**Hand rule for the Pt 5d pseudo wave**

The table holds the all-electron and the norm-conserving RRKJ pseudo wave u = rR(r) of the Pt 5d shell at 13 radii, from one ld1.x run (PBEsol, scalar-relativistic, reference configuration 5p⁶5d⁹6p¹, d radius 1.6 bohr). The program fits A r³ exp(−βr²) to the seven rows inside the matching radius and B exp(−κr) to the six outside, with κ taken from the 5d level. The rule reproduces the pseudo wave to 2.8 % rms and 6.8 % at worst on the 13 rows, with the largest errors next to the joint, and it fails for the all-electron wave at 0.63 bohr and below. Slopes and second differences show a turning point near 1.9 bohr and a tail in which attraction and centrifugal term largely cancel; a Coulomb tail and a single Slater function do much worse. Refits to the 5p and 6s waves of the same run mark the range of the rule, which is looser for 5p and fails for 6s.

All-electron and pseudo waves u = rR(r) of the 5d shell of a spherical platinum atom, computed with ld1.x 7.5 using the PBEsol functional, scalar-relativistically, in the reference valence configuration 5p⁶5d⁹6s⁰6p¹. The pseudopotential is of the norm-conserving RRKJ type with a d matching radius of 1.6 bohr, outside which the two waves are given the same sign.

## Analysis program

```python
# Table: Pt 5d wave u = r R(r), all-electron and RRKJ norm-conserving pseudo; ld1.x, PBEsol, scalar-relativistic.
# Tested: hand rule u = A r^3 exp(-beta r^2) inside rc, B exp(-kappa r) outside, kappa from the level.
T = {
    'radius': [0.21, 0.42, 0.63, 0.84, 1.05, 1.26, 1.47, 1.68, 1.89, 2.1, 2.31, 2.52, 2.73],  # bohr
    'all_electron_wave': [-0.0597, -0.3474, 0.1461, 0.5782, 0.7906, 0.8444, 0.8124, 0.742, 0.6588, 0.5753, 0.4974, 0.4273, 0.3657],  # bohr^(-1/2)
    'pseudo_wave': [0.0183, 0.1291, 0.3511, 0.6096, 0.7945, 0.8509, 0.8135, 0.742, 0.6588, 0.5753, 0.4974, 0.4273, 0.3657],  # bohr^(-1/2)
}
import numpy as np
from scipy.constants import physical_constants as pc
from scipy.integrate import quad
Ha = pc['Hartree energy in eV'][0]
r, ae, ps = (np.array(T[k], float) for k in ('radius', 'all_electron_wave', 'pseudo_wave'))
rc, eps, h = 1.6, -8.1404, r[1]-r[0]   # d radius and 5d level (eV) of the same run
i, o = r < rc, r > rc
pe = lambda m, u: 100*(m/u-1)
f = lambda a, d=3: ' '.join('%.*f' % (d, x) for x in a)
def worst(e, x):
    j = np.argmax(abs(e)); return 'rms %.1f %%, worst %+.1f %% at r = %.2f' % (np.sqrt(np.mean(e**2)), e[j], x[j])
def inner(x, u, l):
    s, c = np.polyfit(x**2, np.log(u/x**(l+1)), 1); return np.exp(c), -s
amp = lambda shape, u: np.exp(np.mean(np.log(u/shape)))
A, b = (round(v, 2) for v in inner(r[i], ps[i], 2))
k = round(np.sqrt(-2*eps/Ha), 3); B = round(amp(np.exp(-k*r[o]), ps[o]), 2)
G, E = A*r**3*np.exp(-b*r*r), B*np.exp(-k*r); m = np.where(i, G, E)
print('level %.4f hartree, kappa %.3f /bohr; A %.2f, beta %.2f /bohr^2, B %.2f' % (eps/Ha, k, A, b, B))
print('r(bohr)  rule   pseudo  error%  all-el.  error%  pseudo minus all-el.')
for x, a, p, e in zip(r, m, ps, ae):
    s = '%+7.1f' % pe(a, e) if e > 0 else '   sign'
    print('%.2f  %.4f  %.4f  %+5.1f  %+.4f %s  %.4f' % (x, a, p, pe(a, p), e, s, p-e))
print('inner piece:', worst(pe(G, ps)[i], r[i])); print('outer piece:', worst(pe(E, ps)[o], r[o]))
print('all rows:', worst(pe(m, ps), r), '; largest absolute error %.3f' % max(abs(m-ps)))
print('table rounding: %.2f %% at r = %.2f, %.3f %% at r = %.2f' % (5e-3/ps[0], r[0], 5e-3/ps[-1], r[-1]))
print('worked r=%.2f: r^3 %.4f, beta r^2 %.4f, exp %.4f, u %.4f' % (r[3], r[3]**3, b*r[3]**2, np.exp(-b*r[3]**2), G[3]))
print('worked r=%.2f: kappa r %.4f, exp %.4f, u %.4f' % (r[10], k*r[10], np.exp(-k*r[10]), E[10]))
print('inner piece carried to 1.68, 2.10, 2.73: error %', f(pe(G, ps)[[7, 9, 12]], 0))
print('outer piece carried to 1.47, 1.26, 1.05: error %', f(pe(E, ps)[[6, 5, 4]], 0))
print('at rc: inner piece %.3f, outer piece %.3f' % (A*rc**3*np.exp(-b*rc*rc), B*np.exp(-k*rc)))
n0 = np.log(ps[1]/ps[0])/np.log(r[1]/r[0])
print('power of r, first two rows: %.2f (l+1 = 3; rule %.2f)' % (n0, np.log(G[1]/G[0])/np.log(r[1]/r[0])))
pk = lambda u: r[5]+h*(u[4]-u[6])/(2*(u[4]-2*u[5]+u[6]))
print('peak (bohr): rule %.2f, parabola pseudo %.2f, all-el. %.2f' % (np.sqrt(1.5/b), pk(ps), pk(ae)))
print('all-el. node, linear interpolation: %.2f bohr' % (r[1]-h*ae[1]/(ae[2]-ae[1])))
Ni = quad(lambda x: (A*x**3*np.exp(-b*x*x))**2, 0, rc)[0]; No = B*B*np.exp(-2*k*rc)/(2*k)
print('norm of rule: inside %.3f + outside %.3f = %.3f' % (Ni, No, Ni+No))
d = h*(ps**2-ae**2)[i]; print('h*(ps^2-ae^2), inner rows:', f(d), '; sum %.3f' % d.sum())
sl = -np.diff(np.log(ae[o]))/h; print('tail log-slopes (/bohr):', f(sl), '; last/kappa %.2f' % (sl[-1]/k))
j = np.arange(8, 12); c = (ae[j-1]-2*ae[j]+ae[j+1])/h**2/ae[j]; V = (c-k*k)/2
print("r", f(r[j], 2), ": u''/u", f(c, 2), '(rounding up to %.2f); kappa^2 %.2f' % (2e-4/h**2/ae[11], k*k))
print('  V+3/r^2 (hartree)', f(V, 2), '; 3/r^2', f(3/r[j]**2, 2), '; V', f(V-3/r[j]**2, 2))
nu, lb = np.polyfit(np.log(r[o]), np.log(ps[o])+k*r[o], 1)
print('tail with fitted power %.2f, amplitude %.2f:' % (nu, np.exp(lb)), worst(pe(np.exp(lb-k*r[o])*r[o]**nu, ps[o]), r[o]))
sh = r[o]**(1/k)*np.exp(-k*r[o])
print('Coulomb tail, power %.2f:' % (1/k), worst(pe(amp(sh, ps[o])*sh, ps[o]), r[o]))
z, ls = np.polyfit(r, np.log(ps/r**3), 1)
print('one Slater function, zeta %.2f /bohr:' % -z, worst(pe(np.exp(ls+z*r)*r**3, ps), r))
# pseudo waves |u| of 5p and 6s and the 5p level (eV): further results of the same run
p5 = np.array([.1087, .3945, .7428, 1.0019, 1.063, .933, .7186, .521, .366, .2518, .1709, .1149, .0767])
s6 = np.array([.0239, .0517, .0877, .1373, .2059, .2964, .4049, .5153, .6039, .6553, .6722, .6643, .6397])
for nm, u, l, rr in (('5p', p5, 1, 1.6), ('6s', s6, 0, 2.1)):
    q = r < rr-1e-6; a1, b1 = inner(r[q], u[q], l)
    print('%s inner refit: beta %.2f,' % (nm, b1), worst(pe(a1*r[q]**(l+1)*np.exp(-b1*r[q]**2), u[q]), r[q]))
kp = np.sqrt(2*58.12066/Ha); sp = np.exp(-kp*r[o])
print('5p tail, kappa %.2f:' % kp, worst(pe(amp(sp, p5[o])*sp, p5[o]), r[o]))
print('6s largest row at r = %.2f; last log-slope %.2f /bohr' % (r[np.argmax(s6)], np.log(s6[-2]/s6[-1])/h))
assert np.all(ps > 0) and np.sum(ae[1:]*ae[:-1] < 0) == 1
assert np.all(abs(ps-ae)[o] < 1e-4) and np.all((ps-ae)[i] > 0)
assert 2.5 < n0 < 3.0
assert np.all(np.diff(sl) > 0) and sl[-1] < k
```

Printed output:

```
level -0.2992 hartree, kappa 0.774 /bohr; A 2.05, beta 0.98 /bohr^2, B 2.91
r(bohr)  rule   pseudo  error%  all-el.  error%  pseudo minus all-el.
0.21  0.0182  0.0183   -0.6  -0.0597    sign  0.0780
0.42  0.1278  0.1291   -1.0  -0.3474    sign  0.4765
0.63  0.3474  0.3511   -1.0  +0.1461  +137.8  0.2050
0.84  0.6085  0.6096   -0.2  +0.5782    +5.2  0.0314
1.05  0.8055  0.7945   +1.4  +0.7906    +1.9  0.0039
1.26  0.8653  0.8509   +1.7  +0.8444    +2.5  0.0065
1.47  0.7834  0.8135   -3.7  +0.8124    -3.6  0.0011
1.68  0.7928  0.7420   +6.8  +0.7420    +6.8  0.0000
1.89  0.6739  0.6588   +2.3  +0.6588    +2.3  0.0000
2.10  0.5728  0.5753   -0.4  +0.5753    -0.4  0.0000
2.31  0.4869  0.4974   -2.1  +0.4974    -2.1  0.0000
2.52  0.4138  0.4273   -3.2  +0.4273    -3.2  0.0000
2.73  0.3517  0.3657   -3.8  +0.3657    -3.8  0.0000
inner piece: rms 1.7 %, worst -3.7 % at r = 1.47
outer piece: rms 3.7 %, worst +6.8 % at r = 1.68
all rows: rms 2.8 %, worst +6.8 % at r = 1.68 ; largest absolute error 0.051
table rounding: 0.27 % at r = 0.21, 0.014 % at r = 2.73
worked r=0.84: r^3 0.5927, beta r^2 0.6915, exp 0.5008, u 0.6085
worked r=2.31: kappa r 1.7879, exp 0.1673, u 0.4869
inner piece carried to 1.68, 2.10, 2.73: error % -18 -56 -92
outer piece carried to 1.47, 1.26, 1.05: error % 15 29 62
at rc: inner piece 0.683, outer piece 0.843
power of r, first two rows: 2.82 (l+1 = 3; rule 2.81)
peak (bohr): rule 1.24, parabola pseudo 1.28, all-el. 1.29
all-el. node, linear interpolation: 0.57 bohr
norm of rule: inside 0.539 + outside 0.460 = 0.998
h*(ps^2-ae^2), inner rows: -0.001 -0.022 0.021 0.008 0.001 0.002 0.000 ; sum 0.011
tail log-slopes (/bohr): 0.566 0.645 0.693 0.723 0.741 ; last/kappa 0.96
r 1.89 2.10 2.31 2.52 : u''/u -0.01 0.22 0.36 0.45 (rounding up to 0.01); kappa^2 0.60
  V+3/r^2 (hartree) -0.30 -0.19 -0.12 -0.07 ; 3/r^2 0.84 0.68 0.56 0.47 ; V -1.14 -0.87 -0.68 -0.55
tail with fitted power 0.21, amplitude 2.47: rms 0.9 %, worst +1.3 % at r = 1.68
Coulomb tail, power 1.29: rms 18.1 %, worst +29.2 % at r = 2.73
one Slater function, zeta 2.00 /bohr: rms 17.3 %, worst +48.9 % at r = 0.21
5p inner refit: beta 0.95, rms 2.7 %, worst +4.3 % at r = 0.21
6s inner refit: beta -0.31, rms 10.4 %, worst +18.7 % at r = 1.89
5p tail, kappa 2.07: rms 8.9 %, worst +16.0 % at r = 1.68
6s largest row at r = 2.31; last log-slope 0.18 /bohr
```
